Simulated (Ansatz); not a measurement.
**Strength of the C–H bond: C2HF3Si → Si(CC)F3 + H**

Species: C2HF3Si `C#C[Si](F)(F)F`, singlet; Si(CC)F3, doublet; H atom, doublet. 

Shapes, held fixed at every level: PBE0-D4/def2-TZVP. Programs: Ansatz 0.2.0. The zero-point and thermal change to 298 K, harmonic and unscaled (PBE0-D4/def2-TZVP), is -24.2 kJ/mol.

```tsv
level	kind	ΔH(298 K) (kJ/mol)
HF/def2-TZVPP	Hartree–Fock	+423.4
SPW92/def2-TZVPP	LDA	+602.5
PBE-D4/def2-TZVPP	GGA	+549.7
BHLYP-D4/def2-TZVPP	global hybrid	+557.9
r2SCAN0-D4/def2-TZVPP	global hybrid	+541.9
wB97M-V/def2-TZVPP	range-separated hybrid	+569.6
B2PLYP/def2-TZVPP	double hybrid	+561.4
```

B2PLYP/def2-TZVPP gives ΔH(298 K) = +561.4 kJ/mol; the levels span +423.4 to +602.5. The median of the levels is +557.9. Hartree–Fock misses the correlation of the pair that is broken and comes out low. No measured value is set beside it here. Spin contamination: Si(CC)F3 (⟨S²⟩ up to 1.18). Open shells run unrestricted.

Breaking this C–H bond is costly at every level, and the gradient-corrected, hybrid and double-hybrid functionals agree on a range of +541.9 to +569.6 kJ/mol. That strength is typical of a terminal alkyne. The carbon uses an sp hybrid rich in s character, which makes a short, strong bond to hydrogen. The radical left behind probably keeps its unpaired electron mainly in a σ orbital orthogonal to the π system, so it gains little of the delocalisation that weakens propargylic or benzylic C–H bonds.

The local density approximation gives the highest value, in line with its familiar overbinding, and the gradient correction in PBE removes much of the excess. The negative thermal correction mainly reflects the zero-point energy of the C–H stretch and bends lost on dissociation, which outweighs the thermal gain from forming two free fragments. Whether the trifluorosilyl group strengthens or weakens the bond remains open without the same reaction for unsubstituted acetylene.
